**Squeezing and stretching GeSb2Te4**

This rocksalt-like form of GeSb2Te4 resists squeezing more strongly than stretching. Reducing its volume by 6 % costs 16.3 meV per atom; increasing it by 6 % costs 12.9. The likely reason is that the repulsion between neighbouring atoms changes more steeply with distance than the bonding that holds them together. Squeezing therefore meets a rapidly growing resistance, while stretching leaves an ever softer crystal.

GeSb2Te4 (7-atom cell, space group I-4m2), computed with Ansatz 0.2.0: PBE, plane-wave PAW, scalar-relativistic, no spin polarisation, 420 eV cutoff, 8×8×8 k mesh, Gaussian smearing of 0.1 eV. Cell shape and atoms are relaxed at each fixed volume. Energies count from the minimum of a third-order Birch-Murnaghan fit; positive pressure means compression.

```
volume per atom (Å³/atom)  energy over minimum (meV/atom)  pressure (GPa)
                   29.504                            38.8            4.64
                   30.476                            16.3            2.83
                   31.449                             3.8            1.29
                   32.422                             0.0            0.00
                   33.394                             3.4           -1.10
                   34.367                            12.9           -2.02
                   35.664                            33.5           -3.04
```

**Reading the curve**

The energy over minimum, $E$, is the cost of holding the crystal at a given volume per atom, $V$. The pressure $P$ is what must be applied to hold it there. A negative pressure means that the crystal is being held stretched and would shrink if released. Stiffness here means the change of pressure divided by the fractional change of volume that causes it.

Near the minimum the stiffness is about 40 GPa. A pressure of 0.1 GPa, or a thousand bar, would thus shrink the volume by about $0.1/40$, a quarter of one per cent. This is a density functional result, and PBE commonly makes solids somewhat too large and too soft.

**Why the two sides differ**

Two tendencies compete at every volume. Bonding between the p electrons of Ge, Sb and Te lowers the energy as the atoms approach. Against it stands the repulsion of overlapping electron clouds: electrons of the same spin can't share the same state, so crowding them together raises their energy. At the minimum the two forces cancel, but their rates of change do not.

The repulsion depends on the overlap of the outer tails of the atoms, which grows roughly exponentially as the distance shrinks. Bonding also grows, but more gently. On compression the repulsive force therefore pulls ahead of the attractive one by more with each step. On expansion the repulsion falls off faster than the attraction, so the crystal pulls back; but the attraction weakens with distance too, and the pull grows by less with each equal step. This account of the asymmetry is an argument, not a result: the calculation gives total energies and pressures and does not separate the two parts.

The rows at 30.476 and 34.367 Å³ per atom, 6 % either side of the minimum, show the result. Holding the compressed cell takes 2.83 GPa, while the stretched one pulls back with only 2.02 GPa. The pressures differ by a factor of 1.4, the energies by less than 1.3. Energy is more even-handed because it adds up the work done all the way from the minimum, including the first part of the path, where the two sides are still nearly alike.

**From pressure to energy, one step worked**

The link between the two result columns is mechanical work. For a small step, the energy changes by minus the mean pressure times the change of volume:

$$\Delta E \approx -\bar P\,\Delta V .$$

Take the step from 31.449 down to 30.476 Å³ per atom. The mean pressure is $(1.29+2.83)/2=2.06$ GPa and the volume shrinks by 0.973 Å³. Their product is 2.00 GPa Å³, and since 1 eV/Å³ equals 160.2 GPa, the estimate is 12.5 meV per atom. The energies in the table give $16.3-3.8=12.5$.

The estimate uses no adjustable constant, and the output below repeats it for all six steps. It misses by less than 0.2 meV per atom. Part of that is rounding in the table; the rest arises because the pressure curve bends, so that a simple average of the two ends of a step is slightly too high. The agreement shows that pressures and energies describe one smooth curve. It does not explain why the curve bends; that rests on the argument about repulsion and bonding.

**The row that seems out of step**

The last row, at 35.664 Å³ per atom, seems to break the pattern. The pressure changes by 0.92 GPa on the step before it and by 1.02 GPa on the step that reaches it, as if the crystal were stiffening again. The cause is the spacing of the rows: this last step is a third wider than the one before. Allowing for the width, the stiffness goes on falling, from 32 to 28 GPa.

The same row is not the mirror image of the first, since it lies 10 % above the minimum and the first lies 9 % below. Even so, the longer stretch costs less than the shorter squeeze, 33.5 against 38.8 meV per atom. Over the whole range the stiffness halves, from 56 GPa on the densest step to 28 GPa on the most stretched. Between the middles of those two steps the volume grows by about a sixth, which is only about a twentieth in average length. So strong a response to so small a change of distance is what a steep repulsion would produce.

**What gives way inside the cell**

The crystal does not shrink evenly. From the first row to the one at 33.394 Å³ per atom, the long axis $c$ grows by 5.2 % and the short axis $a$ by 3.7 %. The long axis is the softer one.

The atomic arrangement suggests why. Three metal atoms accompany four Te atoms, so one in four of the metal sites of a rocksalt lattice is empty, and here the empty sites are ordered. Symmetry holds Ge and Sb in place and lets Te move only along $c$. Te uses this freedom: at the minimum the shortest Ge–Te distance is 2.99 Å, less than the 3.03 Å of a Te atom midway between two metal sites along $c$.

When the cell is pressed along $c$, Te can shift towards whichever side has more room, for instance an empty site, and so relieve part of the load. Pressed along $a$, it has no such direct way out. This is a plausible reading, not a measured effect: a calculation with Te held at fixed fractional positions would be needed to tell how much of the softness comes from its movement.

**How far the result carries**

The fixed symmetry also limits the curve. In phases of this family Ge and Sb are well known to move off-centre, forming short and long bonds, and here they are not allowed to. Such a distortion could lower the energy by different amounts at different volumes and so change the stiffness. The numbers therefore belong to this ordered crystal with Ge and Sb held at the centres of their sites, not to the layered form that is the stable one.

For a neighbouring solid the same reasoning gives a first guess. Near its minimum, expect equal changes of volume to need more pressure inwards than outwards, with the difference growing with the size of the change.

Output of the analysis:

```
Steps from the row above:
     row  volume change from minimum in %  mean stiffness over step in GPa  energy step in meV/atom  energy step from mean pressure in meV/atom
  29.504                               -9                              n/a                      n/a                                         n/a
  30.476                           -6.002                            55.84                    -22.5                                      -22.66
  31.449                           -3.001                               49                    -12.5                                      -12.51
  32.422                                0                            42.34                     -3.8                                      -3.917
  33.394                            2.998                            37.24                      3.4                                       3.337
  34.367                            5.999                            32.03                      9.5                                       9.474
  35.664                            9.999                            27.53                     20.6                                       20.48
Extra energy cost of 6 % compression over 6 % expansion in meV/atom: 3.4
Energy cost of 6 % compression divided by that of 6 % expansion: 1.264
Pressure size at 6 % compression divided by that at 6 % expansion: 1.401
Mean cost of the 6 % pair divided by that of the 3 % pair: 4.056
Stiffness of the densest step divided by that of the most stretched step: 2.028
Largest miss of the energy steps from mean pressure in meV/atom: 0.1593
Ratio c/a at 9 % compression: 1.961
Ratio c/a at the minimum: 1.983
Ratio c/a at 3 % expansion: 1.99
Growth of c from 9 % compression to 3 % expansion in %: 5.237
Growth of a from 9 % compression to 3 % expansion in %: 3.696
Half of a at the minimum in angstrom: 3.058
Quarter of c at the minimum in angstrom: 3.033
Band overlap at 9 % compression in eV: 0.2177
Band overlap at 3 % compression in eV (least of five runs): 0.146
Band overlap at 3 % expansion in eV: 0.1633
```
